A nucleus of finite size binds an s electron less than a point charge does, and to a first approximation the loss depends on the root-mean-square radius alone. The Dirac-Hartree-Fock results below measure what is left over. Each ion was computed with three charge distributions of the same rms radius: a Gaussian, a uniform sphere and a Fermi distribution, which is flat inside and falls off over a skin. ε(1s1/2) and ε(4s1/2) are orbital energies, the subscript being j, and every result is a difference against the Fermi nucleus, negative when the level is bound more strongly. The results for Yb+ and Lu+ are to be predicted from the other seven rows.

Spherical singly charged ions, computed with B-spline radial code 1 at the basis-set limit: Dirac-Coulomb Hartree-Fock, averaged over the configuration, without Breit or QED terms. The Gaussian, uniform-sphere and Fermi nuclei of each ion share one rms radius, and the Fermi nucleus has a skin thickness of 2.3 fm.

```
species   Z  electrons           configuration  nuclear rms radius (fm)  ε(1s1/2), Gaussian less Fermi (eV)  ε(1s1/2), uniform sphere less Fermi (eV)  ε(4s1/2), Gaussian less Fermi (eV)  ε(4s1/2), uniform sphere less Fermi (eV)  total energy, Gaussian less Fermi (eV)  total energy, uniform sphere less Fermi (eV)
    Yb+  70         69           [Xe] 4f14 6s1                    5.311                                   ?                                         ?                                   ?                                         ?                                       ?                                             ?
    Lu+  71         70           [Xe] 4f14 6s2                    5.370                                   ?                                         ?                                   ?                                         ?                                       ?                                             ?
    Ta+  73         72       [Xe] 4f14 5d3 6s1                    5.351                              -0.174                                    0.0437                            -0.00134                                  0.000338                                  -0.427                                         0.107
     W+  74         73       [Xe] 4f14 5d4 6s1                    5.366                              -0.198                                    0.0492                            -0.00155                                  0.000386                                  -0.484                                         0.121
    Os+  76         75       [Xe] 4f14 5d6 6s1                    5.413                              -0.255                                    0.0620                            -0.00208                                  0.000506                                  -0.627                                         0.153
    Ir+  77         76       [Xe] 4f14 5d7 6s1                    5.403                              -0.285                                    0.0698                            -0.00237                                  0.000580                                  -0.704                                         0.172
    Au+  79         78          [Xe] 4f14 5d10                    5.437                              -0.365                                    0.0878                            -0.00317                                  0.000762                                  -0.904                                         0.217
    Hg+  80         79      [Xe] 4f14 5d10 6s1                    5.465                              -0.414                                    0.0983                            -0.00364                                  0.000864                                   -1.03                                         0.244
    Pb+  82         81  [Xe] 4f14 5d10 6s2 6p1                    5.501                              -0.528                                     0.123                            -0.00479                                   0.00112                                   -1.32                                         0.307
```

In all seven rows the Gaussian binds more than the Fermi nucleus and the uniform sphere less, in a ratio near −4. The Gaussian 1s shift triples from Ta+ to Pb+. One step is irregular: from Os+ to Ir+, where the radius falls, the Gaussian shift grows by 11.8 %, against 12.9 to 13.8 % per unit of Z elsewhere, while the uniform shift shows no dip.

A classical system explains why the rms radius does nearly all the work. A positive charge cloud placed at the centre of a large ball of uniform negative charge sits in an exactly parabolic potential, so its energy in the field of the ball depends on ⟨r²⟩ and on nothing else about its shape. The nucleus inside the s-electron density is nearly such a cloud. The analogy stops at two points: the electron density falls off across the nucleus, and it readjusts when the nucleus changes. For the first, write the density inside the nucleus, in atomic units, as

ρ(r) = ρ0 (1 − a r² + …)

Poisson's equation gives the potential of this charge term by term, and averaging it over the nuclear charge Z gives, for a change of shape,

δE = 4πZρ0 [ δ⟨r²⟩/6 − a δ⟨r⁴⟩/20 + … ]

Equal radii cancel the first term. The second carries a minus sign, so the shape with the larger fourth moment binds more: its tail reaches out to where there is less electron density than the parabola assumed. The ratio m4 = ⟨r⁴⟩/rms⁴ is 25/21 = 1.190 for the sphere and 5/3 = 1.667 for the Gaussian, and numerical integration gives 1.282 to 1.289 for the Fermi nuclei here. That order fixes both signs.

The curvature a is mainly relativistic. Near the origin the Dirac equation for an s1/2 electron gives a large component 1 − k²r²/6 and a small component of size kr/3, with k ≈ |V(0)|/c and V(0) the nuclear potential at the centre. The density, the sum of their squares, is 1 − 2k²r²/9. For a sphere of radius R, V(0) = −3Z/2R, so a = (Zα)²/2R² with α the fine-structure constant, and R² = (5/3) rms² turns this into a·rms² = 0.3 (Zα)². The non-relativistic curvature gives a·R² of order ZR/a0, with a0 the Bohr radius, about 0.01 and much smaller.

An estimate without fitted constants follows. The finite-size shift S against a point nucleus scales as rms^(2γ), with γ = √(1 − (Zα)²), so dS/d ln⟨r²⟩ = γS, which can stand in for 4πZρ0 rms²/6. Then

δE ≈ −0.09 (Zα)² γ S δm4

For lead, Zα = 82/137.04 = 0.598, (Zα)² = 0.358 and γ = 0.801. S is 67.2 eV, from a numerical solution of the one-electron Dirac equation with the Fermi nucleus; it is a model value and does not come from the Hartree-Fock runs. The prefactor is 0.09 × 0.358 × 0.801 × 67.2 = 1.73 eV. With m4 = 1.2816 for the Fermi shape, δm4 is +0.385 for the Gaussian and −0.0911 for the sphere, which gives −0.67 and +0.16 eV against −0.528 and 0.123 eV in the table. Signs and ratio (4.23 against 4.29) come out right, and the sizes are over a quarter too large.

The excess grows when the fourth-moment term is evaluated with the true central density and curvature, for it then gives −0.794 eV. The next term of the series has the opposite sign and is not small, mainly because the nuclear potential weakens from the centre outwards, so that the electron density falls less steeply than the parabola. This correction is of the same order in Zα as the fourth-moment term itself, so the excess hardly changes along the rows. First-order perturbation theory with the full Fermi wavefunction, which sums all moments, gives −0.524 eV, and solving the one-electron equation separately for each shape gives −0.551 eV. The last step is the readjustment of the electron that the classical ball lacks; it lowers the energy for both shapes, by 5 % of the first-order shift for the Gaussian and about 1 % for the sphere. That first order alone lands near the tabulated Gaussian value is an accident of this gain cancelling against screening and the response of the other electrons. Over the known rows the table holds 0.65 to 0.68 of the bare fourth-moment term, so that term is a guide to sign and ratio and a poor one to size.

A second shortcut does worse. Because S scales as rms^(2γ), it is tempting to take S proportional to ⟨r^(2γ)⟩ for any shape. This gives the right signs but three times the tabulated size in each known row. The power r^(2γ) follows from the electron density around a point charge, which goes as r^(2γ−2) and is singular at the origin, whereas inside a real nucleus the density is much flatter.

The mechanism also accounts for the trend. A non-relativistic size shift goes as Z·ρ0, or Z⁴, the curvature adds Z², and the relativistic pile-up of density at the nucleus and the growing radius raise the effective power to 9.5 for the Gaussian 1s shift (straight line in log-log form through the seven rows), a local slope without deeper meaning. With the skin fixed, the excess of the Fermi m4 over 25/21 falls roughly as 1/rms², and this slightly more than cancels the factor rms^(2γ) in S. The uniform shift therefore depends only weakly on the radius and falls a little as it grows, while the Gaussian δm4 grows a little with the radius, so that its shift rises somewhat faster than rms^(2γ). This is why the dip at Ir+ appears for the Gaussian and not for the sphere, and the one-electron solutions reproduce it with 11.9 %. For the same reason the size of the Gaussian-to-uniform ratio rises with rms through the known rows, from 3.98 to 4.29, with Ir+ below Os+.

The many-electron ion follows the one-electron solution closely. Table over model lies between 0.956 and 0.960 for both shapes, with no trend beyond the three-figure rounding. The missing 4 % is screening of the 1s density plus the response of the other electrons, which contract when the nucleus binds more and so push the orbital energy back up. The Hg+ run separates the two roughly. The total energy is stationary in the orbitals, so to first order its shift holds no such response and follows the total electron density averaged over the nucleus, which is 2.42 times that of one 1s electron. For the sphere the total shift is 0.244/0.1026 = 2.38 times the model value. If all shells share the curvature of 1s, a screened 1s electron then has 2.38/2.42 = 0.98 of the bare shift, so screening takes about 2 % and the response about as much again. The Dirac equation and the shapes are built into the calculation, so this agreement tests only the reduction to one electron. The total energy shifts 2.44 to 2.50 times as much as ε(1s1/2) for the Gaussian. In the orbital densities of the Hg+ run the two 1s electrons give a factor 2, the higher s shells 0.39, most of it from 2s, and the p1/2 electrons 0.03. The step from this 2.42 to the tabulated 2.49 is the response, which shrinks the shift of ε(1s1/2) in the denominator; the shifts of the single shells are not separated here. Changes in the valence configuration leave no visible break in that ratio. The 4s/1s ratio drifts from 0.0077 to 0.0091, about half the 1/64 of an unscreened non-relativistic electron. Screening that matters less as Z rises would give such a drift, and relativity, which strengthens 4s at the nucleus more than 1s, should add to it.

These readings give the forecasts. Signs are as in the known rows and all magnitudes lie below those of Ta+. The Gaussian step from Yb+ to Lu+ (about 16 %) exceeds the uniform step (about 13 %) because the radius jumps. The Gaussian-to-uniform ratio of Lu+ (about 4.0) lies above that of Ta+, and that of Yb+ (about 3.9) below. The 4s/1s ratio is 0.0070–0.0076, the least safe forecast, since neither ion has 5d electrons and the drift is extrapolated.

Sharper numbers come from fitting each column by least squares, on the seven known rows only, as

shift = one-electron 1s shift × [s0 + s1 (Z − 76)]

For the Gaussian 1s column s0 = 0.9582 and s1 = 0.00007, the slope being too small to interpret. Lu+, outside the fit, has a one-electron shift of −0.1445 eV, so the prediction is −0.1445 × (0.9582 − 5 × 0.00007) = −0.1384 eV. The worst residual, relative to the tabulated value, stays below the largest relative rounding error of its column for 1s and the total; in the 4s columns it reaches 0.65 %, at Au+, more than rounding explains. Each bar is twice the larger of residual scatter and rms rounding error, widened for the distance of extrapolation, and it assumes that the line stays straight. In eV, Gaussian first and uniform second:

Yb+ 1s: −0.1197 ± 0.0005 and 0.03063 ± 0.00009
Yb+ 4s: −0.000865 ± 0.000008 and 0.000222 ± 0.000002
Yb+ total: −0.2906 ± 0.0012 and 0.0746 ± 0.0004
Lu+ 1s: −0.1384 ± 0.0006 and 0.03441 ± 0.00009
Lu+ 4s: −0.001022 ± 0.000009 and 0.000255 ± 0.000002
Lu+ total: −0.3369 ± 0.0013 and 0.0840 ± 0.0004

A pure power of Z, blind to the radius, predicts −0.1164 and −0.1332 eV for the Gaussian 1s shifts.

The withheld rows as computed:

```
species   Z  electrons  configuration  nuclear rms radius (fm)  ε(1s1/2), Gaussian less Fermi (eV)  ε(1s1/2), uniform sphere less Fermi (eV)  ε(4s1/2), Gaussian less Fermi (eV)  ε(4s1/2), uniform sphere less Fermi (eV)  total energy, Gaussian less Fermi (eV)  total energy, uniform sphere less Fermi (eV)
    Yb+  70         69  [Xe] 4f14 6s1                    5.311                              -0.120                                    0.0306                           -0.000877                                  0.000224                                  -0.291                                        0.0744
    Lu+  71         70  [Xe] 4f14 6s2                    5.370                              -0.138                                    0.0344                            -0.00102                                  0.000254                                  -0.337                                        0.0838
```

All signs hold, and all magnitudes lie below those of Ta+. The eight 1s and total values fall inside their bars, with misses of at most 0.32 % of the computed value. Rounding of the computed values covers six of these misses; those of the two uniform totals, 0.31 and 0.24 %, are larger than it. The power law falls short in all twelve entries, by 0.8 to 3.9 %. It misses the Gaussian 1s shift of Lu+, whose radius is large for its Z, by 3.5 % and the uniform one by 1.2 %, as the mechanism suggests; but it also misses Yb+ by 2 to 3 % in those columns, so part of its failure is that the effective power is not constant.

The two step sizes were forecast somewhat high: 15.0 % came out for the Gaussian against about 16 %, and 12.4 % for the sphere against about 13 %. The order holds. The Gaussian step is a ratio of two rounded numbers, uncertain by most of a percentage point, while the uniform forecast was simply too generous, the fit having given 12.3 %. The Gaussian-to-uniform ratio of Yb+, 3.92, is clearly below the 3.98 of Ta+. That of Lu+, 4.01, is above it, but the rounding intervals of the two just overlap, so this hit is weak. Lu+ also falls slightly below W+ (4.02) despite a marginally larger radius, a break in the ordering too small to be given a cause.

The real misses are the 4s shifts of Yb+, whose size was underpredicted by 1.4 % (1.5 bars) for the Gaussian and 1.0 % (1.2 bars) for the sphere. The broad 4s/1s range held, with 0.0073 and 0.0074, but the bars were too narrow. Yb+ has one 6s electron, like five of the seven fitted ions, so the likeliest reading, though a guess, is that the screening line bends where the 5d shell is empty. The hit at Lu+ may then be partly luck. Au+, with no 6s electron, has a factor 0.00317/0.3806 = 0.00833, above the line's 0.00828, and Pb+, with two, has 0.00479/0.5510 = 0.00869, slightly below its 0.00873; a closed 6s shell might likewise pull Lu+ down onto a line it would otherwise exceed. Such a pattern could be physical response or a convention, because closed s orbitals can be rotated among themselves at no cost in energy and the choice changes where 6s closes. Totals are immune to that but cannot decide the question, since the 4s pair holds only 0.7 % of the density at the nucleus in Hg+.

The effect is small on any scale that matters for the 1s level. The Gaussian shift is 0.65 to 0.79 % of the model size shift across the known rows and the uniform shift under 0.2 %. For lead, dS/d(rms) = 2γS/rms = 2 × 0.801 × 67.2/5.501 = 19.6 eV per fm, so the one-electron Gaussian shift equals an error of 0.028 fm in the radius. The self-energy correction estimated in the same lead calculation, about 21 hartree for the whole ion and not included in these energies, is several hundred times the 1.32 eV shape shift of the total. Comparison with spectra would need such QED and Breit terms and correlation first. Averaging open shells over the configuration should hardly touch 1s; its effect on 4s is not tested here. The absolute total energies are recorded to a millionth of a hartree, fine enough to check the differences: for Pb+, the Gaussian total less the Fermi total gives back the tabulated −1.32 eV. That confirms the subtraction, while the evidence that numerical errors of the separate runs do not spoil the shifts is the smoothness of the ratios along the rows.

The same ions at charge 0 or +2 should give nearly the same 1s and total shifts, since only outer screening changes. A row of lighter ions would keep the signs as long as the fourth moment of the Fermi shape stays between those of the other two, but the shape effect would shrink relative to the size shift roughly as (Zα)², and with the same skin on a smaller nucleus the Fermi shape would move towards the Gaussian, lowering the ratio well below 4. Among other shells, p1/2 reaches the nucleus through its small component and should have a smaller direct shift of the same sign, whereas p3/2, d and f levels would feel mainly the changed screening by s electrons, which acts in the opposite direction.
